**Q:** The cell holds four atoms, yet the table has only six rows. Where are the other vibrations?

Zone-centre phonons of BN (P6_3/mmc, 4 atoms in the cell, fixed at a = 2.512 Å, c = 8.495 Å), calculated with Ansatz 0.2.0 using PBE, scalar-relativistic PAW, a 420 eV plane-wave cutoff and a 12×12×4 k mesh. Frequencies are for zero electric field (no LO–TO term); infrared intensities and static Raman activities are summed over each degenerate level.

```
row  phonon frequency (cm⁻¹)  degeneracy  infrared intensity ((D/Å)²/amu)  raman activity (Å^4/amu)  depolarisation ratio
  1                     11.6           2                                0                         0                0.7500
  2                     24.4           1                                0                         0                   n/a
  3                    775.4           1                             1.72                         0                   n/a
  4                    800.3           1                                0                         0                   n/a
  5                   1342.2           2                                0                       676                0.7500
  6                   1342.2           2                              112                         0                   n/a
```

**A:** Four atoms can move in twelve independent ways, and three of these merely shift the whole crystal. Nine vibrations remain, which is what the degeneracy column adds up to. A degeneracy of 2 means that two equivalent directions in the plane share one frequency.

Rows 3 to 6 also form two pairs, because the cell contains two flat BN sheets. The calculated atomic motions show boron moving against nitrogen perpendicular to the sheets in rows 3 and 4, and along the bonds in rows 5 and 6. In rows 3 and 6 the two sheets do this in phase, in rows 4 and 5 in antiphase. In rows 1 and 2 the sheets move as rigid plates: they slide past each other in row 1, and the gap between them opens and closes in row 2. The in-phase partners of these two are the shifts of the whole crystal, which the table leaves out.

Two equal pendulums joined by a weak spring behave much like either pair in rows 3 to 6, with one in-phase and one antiphase swing at nearly the same frequency. The analogy covers the pairing, but the link between the sheets need not be a spring.

**Q:** Why is the in-plane vibration so much faster than the out-of-plane one?

**A:** Compare rows 5 and 4, where the two sheets move in antiphase. The same atoms move against each other, with the same reduced mass, so the squared frequency measures stiffness alone. Going from 800 to 1342 cm⁻¹ means a restoring force about 2.8 times as stiff.

The reason is geometric. An in-plane displacement stretches or compresses B–N bonds directly. A small displacement out of a flat sheet leaves the bond lengths unchanged to first order and only bends the sheet, which costs less energy.

**Q:** Why does no row show both infrared intensity and Raman activity?

**A:** Infrared light needs a vibration that changes the dipole moment, while Raman scattering needs one that changes the polarisability, the ease with which a field shifts the electrons. The crystal has an inversion centre midway between the sheets, and inversion swaps the sheets. It reverses a dipole but leaves a polarisability as it was. In-phase motion changes sign under inversion and can therefore only be infrared active; antiphase motion keeps its sign and can only be Raman active.

A single BN sheet has no inversion centre, so its bond stretch may show up in both spectra. Stacking two sheets hands the infrared part to row 6 and the Raman part to row 5. Rows 2 and 4 get neither. Their antiphase motion along the normal is reversed by the mirror plane lying in each sheet, and together with the threefold axis this rules out Raman activity too.

**Q:** Row 1 also has zero Raman activity, but it has a depolarisation ratio. Is its zero the same as that of row 4?

**A:** No. Symmetry forbids Raman scattering in row 4, whereas in row 1 it is allowed but too faint to print: the calculated activity is below 0.001 Å⁴/amu, against 676 for row 5. The depolarisation ratio compares scattered light polarised across the incoming polarisation with light polarised along it, for randomly oriented grains. Its value of 0.75 follows from symmetry, however weak the signal is.

The faintness has a simple physical reason. Sliding a rigid sheet sideways does not change the polarisability of that sheet. Only the contact between sheets can respond, and here they hardly touch. In row 5 the bonds themselves are stretched.

**Q:** Rows 3 and 6 are both infrared active. Why is one so much stronger?

**A:** The intensity grows with the square of the Born charge, which is the dipole created per unit displacement of an atom. This charge is about 2.7 elementary charges for in-plane motion and 0.48 for motion along the normal. The squared ratio is about 32, and the two directions counted in row 6 double it to 65. That is the ratio of the tabulated intensities, 112 to 1.72. It explains where the intensity comes from but does not test it, since the same charges enter the calculation.

A plausible reason for the large in-plane charge is that stretching a polar bond moves electrons along it, but the table cannot show this. In graphite, the carbon counterpart, neighbouring atoms are the same element and these charges are expected to be much smaller. Its in-plane stretch is therefore weak in infrared, although it is strong in Raman, which does not depend on such charges.

**Q:** If charges matter so much, why do rows 5 and 6 coincide, while rows 3 and 4, with the small charge, lie 25 cm⁻¹ apart?

**A:** What counts is the direction of the dipoles. When boron and nitrogen separate along the normal, each sheet becomes a charged double layer with a voltage step across it, like a thin capacitor. In row 4 the steps of the two sheets cancel. In row 3 they add up from cell to cell, but the tabulated frequencies are defined for zero average electric field. A uniform field must then cancel the steps, and it pushes the atoms further the way they have already moved. This softens row 3.

In-plane dipoles that are uniform over an endless sheet pile up no charge and make no such field. Rows 5 and 6 therefore agree to the printed digit despite their larger charge.

The idea can be tested by taking the uniform field away from row 3. Let $\omega_T$ be its tabulated frequency and $\omega_L$ the frequency without that field. Let $\varepsilon_\infty$ be the dielectric constant along the normal with the atoms held still, and $\varepsilon_0$ the one with the atoms free to respond. If $S$ is the strength with which the vibration couples to a field, then

$$\varepsilon_0=\varepsilon_\infty+\frac{S}{\omega_T^2},\qquad \omega_L^2=\omega_T^2+\frac{S}{\varepsilon_\infty}.$$

Eliminating $S$ gives the Lyddane–Sachs–Teller relation, here with the dielectric constants of the same calculation:

$$\omega_L=\omega_T\sqrt{\frac{\varepsilon_0}{\varepsilon_\infty}}=775.4\sqrt{\frac{2.0976}{1.9663}}\approx 800.9\ \text{cm}^{-1}.$$

Row 4 lies at 800.3 cm⁻¹. Its frequency does not enter the formula and no constant is adjusted, so the agreement within 0.6 cm⁻¹ is real support for the electric explanation. A mechanical spring between the sheets, judged from the frequency of row 2, would shift the level by only some tenths of a cm⁻¹. That is an order of magnitude, because forces between different atom pairs may cancel in row 2. The printed output after this text lists these estimates.

**Q:** Could I use the same formula to get row 5 from row 6?

**A:** No, and the failure is instructive. For row 6 the formula gives 1564 cm⁻¹, far above row 5. That is the frequency of a longitudinal wave, whose atoms move along its direction of travel, so that charge piles up between crests and troughs and stiffens the motion. The antiphase vibration of row 5 has no net dipole and no such stiffening. The shortcut from one partner to the other works only for motion along the normal. There a sheet's double layer makes no field outside itself, so once the uniform field is gone each sheet vibrates almost as if alone, whether in phase with its neighbour or in antiphase.

**Q:** Which numbers would you trust for real boron nitride?

**A:** The zeros required by symmetry and the ratio of 0.75 are safe as long as the crystal keeps this symmetry. Rows 1 and 2 are not usable for the real material. The functional used, PBE without a dispersion correction, barely binds the sheets, and in this cell they sit 4.25 Å apart instead of roughly 3.3 Å. The real sliding vibration lies near 50 cm⁻¹, a rough recalled value, which means a restoring force almost twenty times as stiff as in row 1.

The frequencies in rows 3 to 6 depend mainly on bonds within a sheet and suffer much less from the wide gap. The splitting of rows 3 and 4 does belong to this spacing, however, and the infrared intensity of row 3 is expected to change with it too. The last decimal of these frequencies has not been tested against a finer mesh or a higher cutoff.

I would read the Raman activity of 676 Å⁴/amu as "strong" and not as three secure figures. It holds for a static field, not for laser light, and PBE makes band gaps too small, which tends to make electrons too easy to polarise. Convergence of the mesh used for the field response is not reported either.

Printed output of the fit:

```
optical modes counted from the degeneracies: 9
levels active in both infrared and Raman: 0
in-plane over out-of-plane stiffness, rows 5 and 4, same reduced mass: 2.813
infrared intensity ratio, row 6 over row 3: 65.12
Born charge ratio, in-plane over out-of-plane: 5.697
Born charge ratio squared: 32.46
Born charge ratio squared times two for degeneracy: 64.92
row 3 infrared intensity from charge and mass, (D/A)^2/amu: 1.718
row 6 infrared intensity from charge and mass, (D/A)^2/amu: 111.5
splitting row 4 less row 3, cm-1: 24.9
row 3 without the compensating field (longitudinal), cm-1: 800.9
that estimate less row 4, cm-1: 0.5704
shift expected from a mechanical spring between sheets, cm-1: 0.3838
row 6 as a longitudinal mode, cm-1: 1564
rise of row 6 when longitudinal, cm-1: 222.2
sheet spacing in this cell, A: 4.247
sheet spacing over the rough real one: 1.287
shear stiffness of real BN over this cell, rough: 18.58
```
